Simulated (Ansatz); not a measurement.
A series in volume scale on Sc

Results calculated with Ansatz 0.2.0, not measured. Periodic Kohn-Sham DFT of a crystal at fixed atoms, scaled to volume_scale times the given cell; pressure positive in compression, energy less spherical unpolarised free atoms, largest_vzz the field gradient of largest size among the nuclei.

The cell before it is scaled or strained (space group Fm-3m, No. 225):
```
Sc
1.0
      0.0000     2.2705     2.2705
      2.2705     0.0000     2.2705
      2.2705     2.2705     0.0000
Sc
1
Direct
  0.00000 0.00000 0.00000
```

Settings of every row: method all-electron PAW; functional PBEsol; relativity scalar; k mesh 12x12x12; filling fermi-dirac; smearing width 0.03 eV; nucleus gaussian.

Atom start moment: 0 on all atoms.

| row | volume scale | V (Å³/atom) | pressure (GPa) |
| --- | --- | --- | --- |
| 1 | 0.94 | 22.005 | 4.196 |
| 2 | 0.96 | 22.473 | 2.86 |
| 3 | 0.98 | 22.941 | 1.623 |
| 4 | 0.99 | 23.176 | 1.038 |
| 5 | 1 | 23.41 | 0.472 |
| 6 | 1.01 | 23.644 | -0.073 |
| 7 | 1.02 | 23.878 | ? |
| 8 | 1.04 | 24.346 | -1.598 |
| 9 | 1.06 | 24.814 | -2.522 |

Question: what pressure should row 7 give?

Worked fit of pressure. Take u = (V_r/V)^(2/3) − 1 with V_r = 23.293 Å³ an atom, which is twice the finite (Eulerian) strain; such expansions in the strain, on which the Birch-Murnaghan equation of state is built, carry the rest volume and the bulk modulus. The shown rows have u = 0.03865, 0.02418, 0.0102, 0.00336, -0.00333, -0.00992, -0.02905, -0.04129. Least squares give pressure = 0.7509 + 84.357 × u + 122.81 × u² GPa; a straight line predicts inner rows, each left out in turn, worse (root mean square 0.064 against 0.0023 GPa). The rows lie off it by 0.001, -0.002, -0.001, 0.002, 0.001, 0.001, -0.002, 0.001. The pressure vanishes at u = -0.0090, or V = 23.61 Å³ an atom, and there the bulk modulus at fixed shape and fractions is B = −V dP/dV = (2/3)(1 + u) dP/du = 54.3 GPa. The withheld row has u = -0.0164, so the fit gives 0.7509 + 84.357 × (-0.0164) + 122.81 × (-0.0164)² = -0.600 GPa.

The calculation gave -0.6 GPa. The fit meets it to the printed digit.
